Hexagonal germanium (P6_3/mmc, 4 atoms per cell) at several volumes with relaxed atoms, computed with Ansatz 0.2.0 using r2SCAN with spin-orbit coupling and PAW potentials. The plane-wave cutoff is 500 eV, the k mesh 12×12×4 and the Fermi-Dirac smearing width 0.02 eV. Gaps are the smallest found on the mesh and at additional k points.

```tsv
volume (Å³/atom)	c/a	shortest distance (Å)	band gap (eV)	least direct gap (eV)
20.182	1.6492	2.355	0.312	0.312
20.819	1.6492	2.380	0.226	0.226
21.470	1.6492	2.404	0.141	0.141
22.134	1.6492	2.428	0.060	0.060
22.811	1.6492	2.452	0.016	0.016
23.502	1.6492	2.477	0.009	0.013
24.207	1.6492	2.501	0.044	0.051
24.926	1.6492	2.525	0.104	0.129
25.659	1.6492	2.550	0.073	0.168
```

The table follows hexagonal germanium as the whole cell is stretched in steps of 1 % in length, with its shape held and its atoms free to settle. The cell at 22.811 Å³/atom is nearly free of pressure; smaller volumes are compressed and larger ones are under tension. The band gap is the distance from the highest filled to the lowest empty level, at whichever of the examined wave vectors these lie. The least direct gap compares levels at the same wave vector.

Through the first four rows the gap shrinks evenly, by about 0.084 eV per step. Two breaks follow. From 22.811 on, the gap ceases to fall at that rate, lingers near zero and then grows. In the last row it drops again, although the least direct gap is still rising.

**Why the gap falls at first**

The valence top consists of bonding states, while the conduction edge is antibonding. Longer bonds mean weaker overlap, so the two sets of levels move towards each other. In the compressed rows both edges lie at Γ, the centre of the Brillouin zone. As long as the same two levels form the edges and the strain is small, each step should cost nearly the same energy, and it does.

The rate gives a hint of which conduction level is involved. The gap changes by −2.7 eV per unit of the logarithm of volume. In ordinary cubic germanium the direct gap at Γ, which ends on an s-like level, changes by roughly −9 eV (a rough, recalled value). Cubic germanium also has a lower conduction valley at the zone boundary point L, which reacts more weakly to volume. The hexagonal stacking folds one such L valley onto Γ, so a direct gap can respond as mildly as an indirect one. The slow rate suits that folded level, though no band characters are at hand to confirm it.

**First break: the levels appear to change places**

The simplest model continues the even fall. Its slope comes from the first and fourth rows: (0.060 − 0.312)/3 = −0.084 eV per step. One more step gives 0.060 − 0.084 = −0.024 eV at 22.811, a row that played no part in the slope. The line passes zero at about 22.6 Å³/atom, just before the pressure-free cell.

A negative value means that the former conduction level has sunk below the former valence level. The calculation cannot print it as such, because it counts electrons into the lowest levels and takes the distance to the next one up. After a swap of two levels, the direct gap at Γ is therefore the magnitude of the line, here 0.024 eV. The computed least direct gap is 0.016 eV, found slightly off Γ on the hexagonal axis, so the gap at Γ itself is at least that large. Closeness alone is weak evidence, since any value near zero would have looked acceptable. The steps say more. On the regular mesh, which contains Γ, the smallest gap is 0.020 eV. If it lies at Γ and is read as −0.020 eV, the latest step is about −0.08 eV and carries on the series −0.086, −0.085, −0.081 eV. Read as positive, it would suddenly halve the step. This speaks for a swap.

The larger volumes are a harder test, and there the two-level picture fails. At 24.207, where the least direct gap lies at Γ, the mirrored line gives 0.192 eV against a computed 0.051 eV. The output printed below the text makes this comparison for every row. A single pair of levels moving at a constant rate thus explains why the fall must end, but not how the gap reopens.

The next step offers a clue. From 24.207 to 24.926 the direct gap at Γ grows by 0.078 eV, almost the rate of the earlier fall with the sign reversed. Traced back, this rise starts from zero between 23.502 and 24.207, well beyond the first crossing. Two levels that move steadily cross only once, so two separate crossings would require at least three levels. The matching rate suggests that the folded level is again one of the pair, now falling away from a second valence level a little below the first. This pair would frame the gap once the steep s-like level has dropped lower still, below the folded one. Two conduction levels then take the places of two valence levels, which are left empty. Such an order is expected from theory and fits the rate, but the rate itself rests on two rows.

The bottom of the curve should not be read too finely. At 22.811 and 23.502 the gap is below the smearing width of 0.02 eV. Moreover, bands can cross exactly on the line from Γ along the hexagonal axis, and the points examined there may miss such a crossing. The printed gaps are upper bounds, and whether these two cells are insulators remains undecided. The doubt extends to the three larger cells. If the order is reversed at Γ but normal at the zone face, the swapped bands must meet again somewhere in between, and where symmetry forbids them to mix, the true gap is zero. The growing values in the table would then be distances between levels at the examined points, not the gap of an insulator. Smearing also matters beyond the two smallest gaps. The runs themselves raise no warning about it, but in all four rows from 22.134 to 24.207 the gap is at most about three times the smearing width, so levels at the band edges are partly filled or partly emptied.

**Second break: the conduction edge moves**

The last row breaks the pattern for another reason, which the edge positions among the examined points reveal. At 24.926 the lowest empty level still lies at Γ. At 25.659 it lies almost halfway from Γ to the zone face along the hexagonal axis. Had the gap grown as in the step before, it would have reached 0.164 eV; the computed value is 0.073 eV, less than half of that.

A reversed order at Γ would account for this move. The lowest empty level at Γ would then be a former valence level, which no longer sinks towards the filled states when the bonds stretch. Further out along the axis the order is expected to be normal, so the lowest empty state there is still antibonding and goes on sinking. Once it drops below the empty level at Γ, it becomes the new edge and the printed gap shrinks again.

The drop does not hinge on a single added point, for on the regular mesh alone the gap also falls, from 0.104 to 0.087 eV. Its size is less certain. In both of the last rows the highest filled level was found on a point of the regular mesh. The true maximum may lie between mesh points, which would make both gaps smaller, and a crossing on the axis would close them altogether.

**What to do with these numbers**

The place of the first break belongs to the method as much as to the material. Unstrained hexagonal germanium has a measured direct gap of roughly 0.3 eV (recalled), while r2SCAN gives almost none. Spin-orbit coupling is included, so the shortfall lies mainly with the functional. A real crystal would have to be stretched further before its levels met. By the same token, the 0.312 eV of the most compressed cell resembles experiment only because pressure has made up for the error.

For a deformation potential, use only the four rows from 20.182 to 22.134, where the gap is direct at Γ and falls evenly. A line through all nine rows would average over different pairs of levels and describe none of them. The same care applies to cubic germanium, where tension brings the fast s-like level at Γ below the slower L valley and the slope of the gap changes. Before fitting any gap against strain, check that both edges keep their wave vector and their character, and start a new fit where either one changes.

The analysis program printed:

```
Steps from the row before:
     row  pressure_GPa  gap_step_eV  direct_gap_step_eV  direct_minus_least_gap_eV
  20.182         11.67          n/a                 n/a                          0
  20.819           8.1       -0.086              -0.086                          0
   21.47             5       -0.085              -0.085                          0
  22.134          2.33       -0.081              -0.081                          0
  22.811          0.02       -0.044              -0.044                          0
  23.502         -1.94       -0.007              -0.003                      0.004
  24.207         -3.61        0.035               0.038                      0.007
  24.926         -5.05         0.06               0.078                      0.025
  25.659         -6.27       -0.031               0.039                      0.095
Straight line continued and mirrored at zero:
     row  line_eV  mirrored_eV  computed_direct_eV  mirrored_less_computed_eV
  20.182    0.312        0.312               0.312                          0
  20.819    0.228        0.228               0.226                      0.002
   21.47    0.144        0.144               0.141                      0.003
  22.134     0.06         0.06                0.06                          0
  22.811   -0.024        0.024               0.016                      0.008
  23.502   -0.108        0.108               0.013                      0.095
  24.207   -0.192        0.192               0.051                      0.141
  24.926   -0.276        0.276               0.129                      0.147
  25.659    -0.36         0.36               0.168                      0.192
mean gap step per 1 % linear strain in the first four rows (eV): -0.084
volume where the continued line reaches zero (Å³/atom): 22.62
gap change per unit of ln volume in the first four rows (eV): -2.73
ratio to the rough -9 eV of the direct gap in cubic Ge: 0.3033
number of rows with a gap below the smearing width of 0.02 eV: 2
gap of the last row if the step before had gone on (eV): 0.164
shortfall of the last row against that (eV): 0.091
```
